# Folding vibrations into the interactions of an alloy: Cu₃Au

**Student:** A cluster expansion assigns one energy to each arrangement of atoms on a lattice. Real atoms vibrate, and thermodynamics has no clock, so "vibrations are fast" cannot be the reason for treating them separately.

**Lecturer:** Speed plays no part, only bookkeeping. There are four premises. P1: the nuclei move on one Born–Oppenheimer surface $U(\mathbf q)$. P2: the thermally relevant part of configuration space splits into basins, each labelled by one occupation $\sigma=\{\sigma_i\}$ of $N$ lattice sites, with $\sigma_i=+1$ for A (Cu) and $-1$ for B (Au); $x$ is the fraction of B. P3: the nuclei are classical. P4: each basin is harmonic about its relaxed minimum $E_0(\sigma)$. The cell is periodic and, for now, fixed.

## The exact step

**Lecturer:** With P1 to P3 and $\beta=1/kT$,
$$Z=\frac{1}{N_A!\,N_B!\,h^{3N}}\int d\mathbf p\,d\mathbf q\;e^{-\beta H}.$$
Cut the integral into basins. Each $\sigma$ arises from $N_A!N_B!$ labellings of the atoms, all with the same integral, which cancels the prefactor. Define $F_{\rm vib}(\sigma,T)$ by setting $h^{-3N}$ times the integral over one basin equal to $e^{-\beta[E_0+F_{\rm vib}]}$. Then
$$Z=\sum_\sigma e^{-\beta\mathcal F(\sigma,T)},\qquad \mathcal F=E_0(\sigma)+F_{\rm vib}(\sigma,T).\tag{1}$$
A quantum sum over vibrational levels has the same form if each level belongs to one basin.

**Student:** That is a definition. Why should $F_{\rm vib}$ be a sum of interactions?

**Lecturer:** The products $\phi_\alpha=\prod_{i\in\alpha}\sigma_i$ over all subsets $\alpha$ of sites obey $2^{-N}\sum_\sigma\phi_\alpha\phi_{\alpha'}=\delta_{\alpha\alpha'}$, since any unpaired $\sigma_i$ sums to zero. There are $2^N$ of them for $2^N$ occupations, so they form a basis. Projection is linear, hence
$$\mathcal F=\sum_\alpha J_\alpha(T)\,\phi_\alpha,\qquad J_\alpha(T)=J^0_\alpha+J^{\rm vib}_\alpha(T),\qquad J^{\rm vib}_\alpha=2^{-N}\sum_\sigma\phi_\alpha F_{\rm vib}.\tag{2}$$
The $J_\alpha$ are the effective cluster interactions (ECI), equal for clusters related by lattice symmetry. Completeness doesn't promise that few clusters suffice; that must be examined case by case.

One consequence we need later. With $p_\sigma=e^{-\beta\mathcal F}/Z$ and $F=-kT\ln Z$, differentiation gives $-\partial F/\partial T=(\langle\mathcal F\rangle-F)/T-\langle\partial\mathcal F/\partial T\rangle$. Since $\ln p_\sigma=\beta(F-\mathcal F)$, the first term is $-k\sum p_\sigma\ln p_\sigma$, so
$$S=S_{\rm conf}+\langle S_{\rm vib}\rangle,\qquad S_{\rm conf}=-k\sum_\sigma p_\sigma\ln p_\sigma,\qquad S_{\rm vib}(\sigma)=-\frac{\partial F_{\rm vib}}{\partial T}.\tag{3}$$

## Where the masses go

**Student:** Gold is three times as heavy as copper. Frequencies of a mixed crystal depend on where the heavy atoms sit, so the masses must enter the pair interactions.

**Lecturer:** Each frequency does depend on it, but the product doesn't. The momentum integrals give $\prod_i(2\pi m_ikT)^{3/2}$. For the positions use P4, $U=E_0+\tfrac12\mathbf u^{\sf T}\Phi\mathbf u$. Rigid translations cost nothing, so take the position of atom 1, which ranges over one atomic volume $\Omega$, and the displacements of the others relative to it; the Jacobian is 1. The Gaussian gives $\Omega(2\pi kT)^{(3N-3)/2}/\sqrt{\det\tilde\Phi}$, where $\tilde\Phi$ is $\Phi$ without the rows and columns of atom 1. Using $2\pi kT/h=kT/\hbar$,
$$F_{\rm vib}=3NkT\ln\frac{\hbar}{kT}-\frac32kT\sum_i\ln m_i+\frac{kT}{2}\ln\det\tilde\Phi(\sigma)-kT\ln\frac{\Omega}{(2\pi kT)^{3/2}}.\tag{4}$$
The units inside the logarithms cancel in the sum, and the last term doesn't grow with $N$. The same integral in normal coordinates is a free particle of mass $M=\sum_i m_i$ times $\prod' kT/\hbar\omega$ over the nonzero modes. Equating the two forms gives $\prod'\omega^2=M^3\det\tilde\Phi/\prod_i m_i^3$.

The mass term per atom is $-\tfrac32kT[(1-x)\ln m_A+x\ln m_B]$, linear in $x$ and blind to order. It lives in the empty and point clusters only. Harmonicity wasn't used for it, since classical momenta factor out for any $U$.

**Student:** Linear doesn't mean small.

**Lecturer:** It isn't small. With assumed masses of 63.55 u for Cu and 196.97 u for Au, at $x=1/4$ it adds $\tfrac32x\ln(m_{\rm Au}/m_{\rm Cu})=0.42\,k$ per atom to the entropy, relative to all atoms having the Cu mass. But the same function $a+bx$ is added to the free energy of every phase. Coexistence requires equal slopes $\partial_xf$ and equal intercepts $f-x\partial_xf$; all slopes shift by $b$ and all intercepts by $a$. The chemical potentials move and the tangent compositions stay.

What P4 buys is the temperature dependence. In (4) all dependence on $\sigma$ is multiplied by $kT$, so for every nonempty cluster
$$J^{\rm vib}_\alpha(T)=kT\,\gamma_\alpha ,\tag{5}$$
with $\gamma_\alpha$ independent of $T$. The vibrational energy $F_{\rm vib}+TS_{\rm vib}$ is the same for all $\sigma$, so the vibrational interaction is pure entropy.

## The chain

**Lecturer:** Take one dimension and nearest-neighbour springs whose stiffness depends only on the two end atoms: $k_{AA},k_{AB},k_{BB}$. With free ends the bond extensions $r_b=u_{b+1}-u_b$ are independent variables with unit Jacobian, and $U-E_0=\tfrac12\sum_bk_br_b^2$. So $\det\tilde\Phi=\prod_bk_b$, and each bond contributes $V_b=\tfrac{kT}{2}\ln k_b$. No longer-ranged term appears.

**Student:** On a ring the extensions must sum to zero.

**Lecturer:** The constraint multiplies the Gaussian by the probability density of $\sum_br_b$ at zero, $(2\pi kT\sum_b1/k_b)^{-1/2}$, so $\det\tilde\Phi=\prod_bk_b\cdot\sum_b1/k_b$. The extra logarithm is $\ln N$ plus a bounded piece and drops out per atom.

Now expand a bond function as $V(\sigma,\sigma')=V_0+V_1(\sigma+\sigma')+J\sigma\sigma'$. Setting the spins to $++$, $--$, $+-$ gives $V_{AA}=V_0+2V_1+J$, $V_{BB}=V_0-2V_1+J$, $V_{AB}=V_0-J$, so $V_{AA}+V_{BB}-2V_{AB}=4J$. With $L=\ln(k_{AA}k_{BB}/k_{AB}^2)$,
$$W^{\rm vib}\equiv V_{AA}+V_{BB}-2V_{AB}=\frac{kT}{2}L,\qquad J^{\rm vib}=\frac{kT}{8}L.\tag{6}$$

**Student:** I have seen both prefactors.

**Lecturer:** They belong to different conventions. The factor $\tfrac12$ is for the interchange energy $W$; the factor $\tfrac18$ is for the ECI multiplying $\sigma_i\sigma_j=\pm1$, each pair counted once, which I use from here on. $J>0$ favours unlike neighbours. If unlike bonds are stiffer than the geometric mean of the like bonds, then $L<0$ and vibrations oppose ordering.

## Three dimensions

**Student:** Cu₃Au isn't a chain. On fcc there are $6N$ bonds and only $3N$ displacements.

**Lecturer:** So the extensions are not independent and exactness is lost, but we can measure the loss. Assume unstressed central springs on the ideal lattice. Let $C$ map the $3N-3$ displacements to the bond extensions, and write $k_b=\bar k(1+\delta_b)$ with $\delta$ diagonal. Then $\tilde\Phi=\bar k\,C^{\sf T}(1+\delta)C$, and $\det(1+XY)=\det(1+YX)$ gives
$$\ln\det\tilde\Phi=\ln\det(\bar kC^{\sf T}C)+{\rm Tr}\ln(1+P\delta),\qquad P=C(C^{\sf T}C)^{-1}C^{\sf T}.$$
$P$ is a symmetric projector with trace $3N-3$. All bonds are equivalent, so for large $N$, dimension $d$ and coordination $z$, $P_{bb}=p=2d/z$, which is $1/2$ on fcc. From $P^2=P$, $\sum_{b'}P_{bb'}^2=p$. Put $\epsilon_b=\ln(k_b/\bar k)$, so $\delta_b=\epsilon_b+\tfrac12\epsilon_b^2+\dots$, and expand: ${\rm Tr}\ln(1+P\delta)=p\sum_b\epsilon_b+\tfrac12[p\sum_b\epsilon_b^2-\sum_{bb'}P_{bb'}^2\epsilon_b\epsilon_{b'}]+\dots$ Replacing $p$ inside the bracket by $\sum_{b'}P^2_{bb'}$ completes a square:
$${\rm Tr}\ln(1+P\delta)=p\sum_b\epsilon_b+\mathcal R+O(\epsilon^3),\qquad \mathcal R=\frac14\sum_{bb'}P_{bb'}^2(\epsilon_b-\epsilon_{b'})^2.\tag{7}$$
The first term is the chain result scaled by $p$:
$$J^{\rm vib}=\frac{d}{4z}\,kT\,L,\qquad\text{on fcc}\quad\gamma=\frac{L}{16}.\tag{8}$$
For the free chain $P=1$, so $\mathcal R=0$ and (6) returns. Otherwise $\mathcal R$ couples pairs of bonds and generates ECI of up to four sites. Using $(s-s')^2\le2s^2+2s'^2$ on deviations from the mean, and $\sum_{b'\ne b}P^2_{bb'}=p(1-p)$, we get $0\le\mathcal R\le p(1-p)\sum_b(\epsilon_b-\bar\epsilon)^2$.

**Student:** If $k_{AB}$ is near the mean of the other two, $L$ is itself of second order.

**Lecturer:** Then $\mathcal R$ is as large as the term kept, and (8) is useless; one must evaluate the determinant. The formula also needs $z\ge2d$. On the diamond lattice of Si–Ge it would give $p=3/2$, impossible for a projector: central springs alone leave that lattice unstable, and angular forces are required.

## The shift of a transition

**Lecturer:** Switch the vibrations on with a parameter, $\mathcal F_\lambda=E_0-\lambda T\,s(\sigma)$, where $s$ is the $T$-independent, $\sigma$-dependent part of $S_{\rm vib}$ from (4). Let $\Delta$ mean disordered minus ordered phase, per atom, at equal composition, each phase continued as a metastable branch where needed. Define $T_0(\lambda)$ by $\Delta F=0$. Two derivatives are exact: $\partial_\lambda\Delta F=-T\Delta S_{\rm vib}$, because $\partial_\lambda F=\langle\partial_\lambda\mathcal F_\lambda\rangle$, and $\partial_T\Delta F=-(\Delta S_{\rm conf}+\lambda\Delta S_{\rm vib})$ by (3). Holding $\Delta F=0$,
$$\frac{d\ln T_0}{d\lambda}=-\frac{\Delta S_{\rm vib}}{\Delta S_{\rm conf}+\lambda\Delta S_{\rm vib}}.\tag{9}$$
If the ratio $r=\Delta S_{\rm vib}/\Delta S_{\rm conf}$, with $\Delta S_{\rm conf}$ the configurational jump, stays constant along the line, the right side is $-r/(1+\lambda r)$, and integration from 0 to 1 gives
$$T_c=\frac{T_{c,\rm conf}}{1+\Delta S_{\rm vib}/\Delta S_{\rm conf}}.\tag{10}$$

**Student:** Two objections. A first-order transition in an alloy has a two-phase field, not one temperature. And why should $r$ be constant when the order parameter depends on temperature?

**Lecturer:** On the first, $T_0(x)$ runs inside the two-phase field and is the true transition at a congruent point, where it has its maximum. Because $\partial T_0/\partial x=0$ there, the drift of the congruent composition doesn't alter the rate (9). On the second, in general $r$ drifts, and (10) holds only to first order, $\delta T/T=-r$, with an uncertainty of order $r^2$. One case is exact. Let the vibrational ECI beyond the point term be proportional to the energetic ones, for example one pair shell with $J(T)=J^0+kT\gamma$. At fixed $x$ the weights $p_\sigma$ depend only on $K=J(T)/kT=J^0/kT+\gamma$. The transition sits at a fixed $K_c$, with the same ensembles for every $\lambda$, so both jumps are constant. Directly, $J^0/kT_c+\gamma=K_c=J^0/kT_{c,\rm conf}$, so $T_c=T_{c,\rm conf}/(1-\gamma/K_c)$. With $\xi=\langle\sigma_i\sigma_j\rangle$ on nearest pairs, $\Delta F=0$ gives $\Delta S_{\rm conf}=kK_c\tfrac z2\Delta\xi$, while $\Delta S_{\rm vib}=-k\gamma\tfrac z2\Delta\xi$. So
$$r=-\gamma/K_c=-\gamma\,\tau_c,\qquad\tau_c=1/K_c,\tag{11}$$
which is (10). The whole $T$–$x$ diagram, two-phase boundaries and continuous transitions included, maps by $1/kT=1/kT_{\rm conf}-\gamma/J^0$. At a continuous transition both jumps vanish, and only the form with $\gamma/K_c$ has meaning.

## Numbers for Cu₃Au

**Lecturer:** The model is one nearest-neighbour pair ECI on fcc at $x=1/4$. In the L1₂ cell Au occupies one of four sublattices; of 24 bonds, 12 are Cu–Au and 12 Cu–Cu, so $\xi=0$. The random alloy has $\xi=(1-2x)^2=1/4$. Two typical values serve as inputs, chosen so that the model reproduces them: $T_c=663$ K, and a vibrational entropy of $0.10\,k$ per atom for the random alloy above perfect L1₂. Then $-6\gamma\cdot\tfrac14=0.10$, so $\gamma=-1/15=-0.0667$. With $kT_c=57.1$ meV, $J^{\rm vib}=-3.8$ meV.

**Student:** So $r$ is $0.10$ over the ideal mixing entropy, $0.562\,k$?

**Lecturer:** No. Both entropies in (10) are jumps at the transition, where the ordered phase is already partly disordered. The Bragg–Williams approximation shows this in closed form. Give the Au-rich sublattice the Au fraction $(1+3\eta)/4$ and the other three $(1-\eta)/4$. The mean spins are $m_1=(1-3\eta)/2$ and $m_2=(1+\eta)/2$, so $\xi=\tfrac12m_1m_2+\tfrac12m_2^2=(1-\eta^2)/4$. Relative to $\eta=0$ the free energy per atom is $kT[g(\eta)-\tfrac32K\eta^2]$, where, with $\psi(c)=c\ln c+(1-c)\ln(1-c)$,
$$g=\tfrac14\psi\!\left(\tfrac{1+3\eta}4\right)+\tfrac34\psi\!\left(\tfrac{1-\eta}4\right)-\psi\!\left(\tfrac14\right),\qquad g'=\frac3{16}\ln\frac{(1+3\eta)(3+\eta)}{3(1-\eta)^2}.$$
At $T_0$ the bracket and its derivative vanish, $g=\tfrac32K\eta^2$ and $g'=3K\eta$, so $\eta g'=2g$. The root is $\eta=0.46$, with $\tau_c=3.28$. The jumps are $\Delta S_{\rm conf}=0.098\,k$ and $\Delta S_{\rm vib}=0.10\,\eta^2k=0.0215\,k$, and their ratio, $0.22$, equals $-\gamma\tau_c$ as (11) requires. Dividing the full $0.10$ by the jump $0.098$ would give $1.0$ and wrongly halve $T_c$.

**Student:** Bragg–Williams has no short-range order at all.

**Lecturer:** By construction, so I don't rest the final number on it. As an assumed input for this Ising model with short-range order retained, use the approximate value $\tau_c=1.9$. Then $r=1.9/15=0.127$ and $T_c/T_{c,\rm conf}=0.89$. Without vibrations the model would order at $663\times(1+r)=747$ K, so vibrations lower the transition by 84 K. The bare interaction is $J^0=kT_{c,\rm conf}/\tau_c=33.9$ meV, and the effective one at $T_c$ is 30.1 meV. The Bragg–Williams $\tau_c$ would give 145 K. Varying the assumed entropy from $0.05$ to $0.15\,k$ moves the shift from 42 to 126 K. All of this goes through (11) and so needs proportionality. If a share $w$ of the $0.10\,k$ comes from other clusters, whose jump at the transition, as a fraction of their L1₂-to-random range, is $\varphi$ times that of the nearest pair, then $r$ itself changes at first order, to $r[1-w(1-\varphi)]$. For $w=\tfrac12$ and $\varphi=0$ the shift loses 42 K. The smaller $r^2=0.016$ is only the uncertainty of (10) once the true ratio of jumps is known. These are the model's numbers. Since $T_c$ and the entropy were put in, nothing here tests agreement with the alloy.

**Student:** What springs does that $\gamma$ imply, and do the premises survive?

**Lecturer:** Use the compiled values $a=3.75$ Å, $B=151.83$ GPa and $E_{\rm coh}=3.644$ eV/atom (Nepal 2019, temperature not stated). A volume strain $v$ stretches each bond of length $a/\sqrt2=2.65$ Å by the fraction $v/3$, and the site symmetry of L1₂ forbids internal shifts. The cell energy $24\cdot\tfrac12\bar k\,(a^2/2)(v/3)^2$ equals $\tfrac12Ba^3v^2$, so the mean stiffness is $\bar k=3aB/4=42.7$ N/m.

For P2, equipartition gives $\langle r_b^2\rangle=kT[C\tilde\Phi^{-1}C^{\sf T}]_{bb}=p\,kT/\bar k$, an rms extension of $0.10$ Å or 3.9% of the bond, and $kT_c$ is 1.6% of $E_{\rm coh}$. Atoms stay assigned to sites.

For (8), $L=16\gamma=-1.07$, a stiffness ratio $k_{AA}k_{BB}/k_{AB}^2=0.34$. Assume $k_{AA}=k_{BB}$; then $\ln(k_{AB}/k_{AA})=0.53$, and the L1₂ mean of 42.7 N/m fixes 31.6 N/m for like and 53.8 N/m for unlike bonds. The variance of $\epsilon$ is 0.071 in L1₂ and, with $3/8$ unlike bonds, 0.067 in the random alloy. The entropy from $\mathcal R$ is $-\tfrac k2\mathcal R/N$, bounded in size by $\tfrac12\cdot6\cdot\tfrac14$ times the variance: $0.053\,k$ and $0.050\,k$. Both have the same sign and only their difference matters, but the bound permits half of the $0.10\,k$, so $w$ near $\tfrac12$ is not excluded, and cubic terms are not negligible at this contrast. So these springs are a rough reading of $\gamma$, which was fixed without them.

For P3, a quantum mode has $F=kT\ln[2\sinh(y/2)]=kT[\ln y+y^2/24+\dots]$ with $y=\hbar\omega/kT$. The correction is $\hbar^2\sum\omega^2/24kT$, and $\sum\omega^2$ is the trace of the dynamical matrix, $\sum_bk_b(1/m_i+1/m_j)$ for central springs. This is pairwise, and the rule $4J=V_{AA}+V_{BB}-2V_{AB}$ gives
$$J^{\rm q}=\frac{\hbar^2}{48kT}\left[\frac{k_{AA}-k_{AB}}{m_A}+\frac{k_{BB}-k_{AB}}{m_B}\right].\tag{12}$$
Here the masses do reach the pair ECI. The value is $-0.044$ meV at 663 K, 1.2% of $J^{\rm vib}$. For uniform springs $\langle\omega^2\rangle=4\bar k\langle1/m\rangle$, so $\hbar\omega_{\rm rms}/k=280$ K and $\langle y^2\rangle/24=0.0074$. A Debye spectrum has $\langle\omega^2\rangle=\tfrac35\omega_D^2$, which makes this a Debye temperature of 362 K, about 1.3 times the typical 280 K of the alloy. The model is too stiff in shear, because central springs force $C_{12}=C_{44}$. This errs on the large side for the quantum terms and on the small side for the amplitude.

**Student:** And the fixed cell? Experiments are at fixed pressure.

**Lecturer:** Then each $\mathcal F(\sigma,T)$ is minimised over strain, which is adequate for large $N$. Let frequencies scale as $d\ln\omega=-\gamma_Gv$, with an assumed Grüneisen parameter $\gamma_G=2$. Since $S_{\rm vib}=-k\sum\ln\omega+\text{const}$, an assumed static swelling of 0.5% on disordering adds $3\gamma_Gv\,k=0.03\,k$. That is a sizeable part of $0.10\,k$, invisible to fixed springs, though it keeps the form (5). Thermal expansion breaks that form. Minimising $\tfrac12B\Omega v^2-3\gamma_GkTv$ gives $F=-(3\gamma_GkT)^2/2B\Omega$ and an entropy $9\gamma_G^2k^2T/B\Omega$. With $B\Omega=Ba^3/4=12.5$ eV this is $0.16\,k$ at $T_c$. A 10% difference in $\gamma_G^2/B\Omega$ between L1₂ and the random alloy would yield $0.016\,k$, a sixth of the effect.

## Range of validity

**Student:** Let me sort the results by what they need.

**Lecturer:** Equations (1) to (3) need only the assignment of states to basins. They fail near melting, for displacive instabilities, and for occupations that relax off the lattice. The linearity of the mass term needs classical nuclei and nothing else; the leading violation is (12), which relative to $J^{\rm vib}$ falls as $T^{-2}$. The form $J^{\rm vib}=kT\gamma$ needs harmonic basins as well, with no differential thermal expansion. Equation (6) is exact for a free nearest-neighbour chain, and per atom for a long ring. Equation (8) is first order in $\ln(k_b/\bar k)$, for unstressed central springs set by the end species alone; a size-mismatched pair such as Cu and Au, where stiffness varies with bond length, strains that premise. Equation (9) is exact within P1 to P4. Equation (10) applies to $T_0$ or a congruent point, with both entropies read as jumps at the transition. It is exact when the vibrational and energetic ECI are proportional and first order in $r$ otherwise. For the pair model of Cu₃Au with the inputs above, vibrations lower the ordering temperature by roughly a tenth, about 80 K; vibrational clusters beyond the nearest pair could move this by tens of kelvin.